## Rigid atoms in the model-solid $a_v$: the quadrupole correction in Si

**Conventions.** Gaussian units, $e>0$, $e^2=14.40$ eV Å. $\Omega=a^3/4$ is the diamond cell, with atom A at the origin and B at $(a/4)(1,1,1)$. $E_v$ is the mean of the six $\Gamma_{25'}$ states, which traceless strain leaves fixed at first order. The strain tensor is $\eta_{\alpha\beta}$.

### 1. Where rigidity enters

A neutral spherical atom with $M=\int r^2n\,d^3r$ has charge form factor $\rho(q)\simeq eq^2M/6$. The limit $q\to0$ of $-e\,4\pi\rho/q^2\Omega$ gives
$$\bar V=-\frac{2\pi e^2}{3\Omega}\sum_\kappa M_\kappa ,$$
plus the short-range pseudopotential average, also $\propto1/\Omega$.

An absolute shift needs strained and unstrained regions in one crystal. Take a long wave $\mathbf u=\mathbf n\,u\,e^{iqz}$ with $z=\mathbf n\cdot\mathbf r$. Then $\eta_{\alpha\beta}=\eta\,n_\alpha n_\beta$ and $\eta=iqu=\delta\ln\Omega$.

*Assumption:* a displaced atom carries its density unchanged, $\delta\rho=-\mathbf u\cdot\nabla\rho_\kappa$. The macroscopic charge is $-iqu\sum_\kappa eq^2M_\kappa/6\Omega$, so $\delta V=-e\,4\pi\,\delta\rho/q^2=-\bar V\eta$ and
$$a_v=\frac{d(E_v-\bar V)}{d\ln\Omega}-\bar V .$$
The first term is a bulk quantity and does not use the assumption. The second does, and it is independent of $\mathbf n$.

### 2. Dropping it

Expand the charge induced per unit displacement of atom $\kappa$ along $\alpha$, computed at zero macroscopic field:
$$\rho_{\kappa\alpha}(\mathbf q)=-iq_\beta Z_{\kappa\alpha}^{\beta}-\tfrac12q_\beta q_\gamma Q_{\kappa\alpha}^{\beta\gamma}+\tfrac i6q_\beta q_\gamma q_\delta O_{\kappa\alpha}^{\beta\gamma\delta}.$$
The potential follows from $\epsilon_\infty q^2\phi=4\pi\delta\rho$.

- Dipole: $Z=0$ in Si, by inversion and the acoustic sum rule. The $O(q^2)$ dispersion of $\epsilon$ then drops out at the order needed.
- Octupole: rigid atoms mean that the longitudinal component obeys $O_L/\epsilon_\infty=3\int z^2\rho_\kappa\,d^3r=-eM_\kappa$. This reproduces section 1.
- Quadrupole: rigid atoms give $Q=0$, because $\int r_\beta r_\gamma(-\partial_\alpha\rho_\kappa)\,d^3r$ reduces to the static dipole. Site symmetry $T_d$ allows $Q_{A\alpha}^{\beta\gamma}=Q|\varepsilon_{\alpha\beta\gamma}|=-Q_{B\alpha}^{\beta\gamma}$, with $\varepsilon_{\alpha\beta\gamma}$ the Levi-Civita symbol.

$Q$ is the lowest moment that rigid atoms lack. It cancels when A and B follow the same displacement field. It survives through internal strain, the extra shift $\mathbf w$ of B relative to A:
$$w_x=-\zeta\,\frac a2\,\eta_{yz}\quad\text{(and cyclic)} .$$
Kleinman's $\zeta=1$ makes the four bond lengths change equally, which fixes the sign.

With A moved by $-\mathbf w/2$ and B by $+\mathbf w/2$, the cell acquires $\mathcal Q^{\beta\gamma}=-Q|\varepsilon_{\alpha\beta\gamma}|w_\alpha$. Projected on $\mathbf n$,
$$\mathcal Q_{nn}=-2Q\,(n_yn_zw_x+\text{cyc.})=Q\zeta a\,\eta f,\qquad f=n_x^2n_y^2+n_y^2n_z^2+n_z^2n_x^2 .$$
Then $\delta\rho=-q^2\mathcal Q_{nn}/2\Omega$, $\phi=-2\pi\mathcal Q_{nn}/\epsilon_\infty\Omega$, and $\delta V=-e\phi$ gives
$$\boxed{\Delta a_v(\mathbf n)=B_Q\,f(\mathbf n),\qquad B_Q=\frac{8\pi eQ\zeta}{\epsilon_\infty a^2}}$$
Here $Qq^2w$ is of order $q^3u$, the same as the octupole term, so the correction stays finite as $q\to0$. Cubic symmetry also restricts $O_L$ to a constant plus a multiple of $f$, hence
$$a_v(\mathbf n)=\frac{d(E_v-\bar V)}{d\ln\Omega}+A+(B_Q+B_O)f ,$$
with $A=-\bar V$ and $B_Q=B_O=0$ for rigid atoms. The absolute deformation potential depends on the direction along which the strain varies, as analysed by Resta, Colombo and Baroni (1990). Gap deformation potentials are untouched, since all bands shift together.

### 3. Size in Si

Compiled measured values: $C_{11}=165.64$, $C_{12}=63.94$, $C_{44}=79.51$ GPa (Oses 2018) and $\epsilon_\infty=11.85$ (Skelton 2020). Typical values: $a=5.431$ Å and, from LDA linear response, $Q\approx+13.7\,ea_0=7.25\,e$Å in the orientation above.

For $\zeta$ use Keating's model with bond and angle constants $\alpha,\beta$: $C_{11}:C_{12}:C_{44}=(\alpha+3\beta):(\alpha-\beta):4\alpha\beta/(\alpha+\beta)$ and $\zeta=(\alpha-\beta)/(\alpha+\beta)$. So
$$\zeta=\frac{2C_{12}}{C_{11}+C_{12}}=0.557 .$$
Fixing $\alpha,\beta$ by $C_{11},C_{12}$ predicts $C_{44}=(C_{11}-C_{12})(C_{11}+3C_{12})/[2(C_{11}+C_{12})]=79.2$ GPa, against 79.51 GPa, which was not fitted.

Result: $B_Q=4.2$ eV.

| $\mathbf n$ | $f$ | $\Delta a_v$ (eV) |
|---|---|---|
| [100] | 0 | 0 |
| [110] | 1/4 | 1.0 |
| [111] | 1/3 | 1.4 |
| sphere average | 1/5 | 0.8 |

A 1 % tensile uniaxial strain along [111] lifts all bands by 14 meV beyond the model-solid shift. Along [100] the term vanishes. Pairing the LDA $Q$ with a typical LDA $\epsilon_\infty\approx13$ lowers every entry by 9 %.

### 4. Terms of the same order

**Anisotropic octupole.** It follows from the clamped-ion flexoelectric tensor, $P_\alpha=\mu_{\alpha\gamma,\beta\delta}\,\partial_\gamma\eta_{\beta\delta}$. Contraction with four $\mathbf n$ gives $\mu(\mathbf n)=\mu_L+2(\mu_T+2\mu_S-\mu_L)f$, with $\mu_L=\mu_{xx,xx}$, $\mu_T=\mu_{xx,yy}$, $\mu_S=\mu_{xy,xy}$. With no free charge, in SI, $\phi=\mu(\mathbf n)\,\eta/\epsilon_0\epsilon_\infty$, so $B_O=-2e(\mu_T+2\mu_S-\mu_L)/\epsilon_0\epsilon_\infty$. Typical LDA values $\mu_L,\mu_T,\mu_S\approx-1.41,-1.05,-0.19$ nC/m give a bracket of $-0.02$ nC/m and $B_O\approx0.4$ eV. Rounding of the inputs leaves this uncertain by its own size, but it stays well below $B_Q$.

**Isotropic octupole, $A+\bar V$.** For the scale, assume Slater's rules for the four valence electrons: $Z_{\rm eff}=4.15$, radial function $r^2e^{-\xi r}$ with $\xi=Z_{\rm eff}/3a_0$, $\langle r^2\rangle=14/\xi^2=7.32\,a_0^2=2.05$ Å$^2$. With eight electrons in $\Omega=40.05$ Å$^3$, point ions and no short-range term, $-\bar V\approx12$ eV. A 10 % departure of $O_L$ from its rigid value therefore moves $a_v$ by 1.2 eV. This rivals $B_Qf$. The inputs above do not fix it. It is separable, being independent of $\mathbf n$.

### 5. Reading the numbers

$a_v$ is a small difference of two large terms. With the typical model-solid value $a_v\approx2.5$ eV (Van de Walle 1989), the averaged quadrupole term is only 7 % of $-\bar V$ but 33 % of $a_v$.

Adding it alone gives the model's 3.3 eV. Typical calculated values for Si lie near 2 to 2.5 eV, so this partial sum overshoots by about 1 eV. That points to a negative $A+\bar V$ of similar size, as expected if the moving charge is more compact than a free atom. The firmer output is the anisotropy, where $A$ cancels: the model's $a_v[111]-a_v[100]$ is 1.4 eV from the quadrupole, with about 0.1 eV more from $B_O/3$.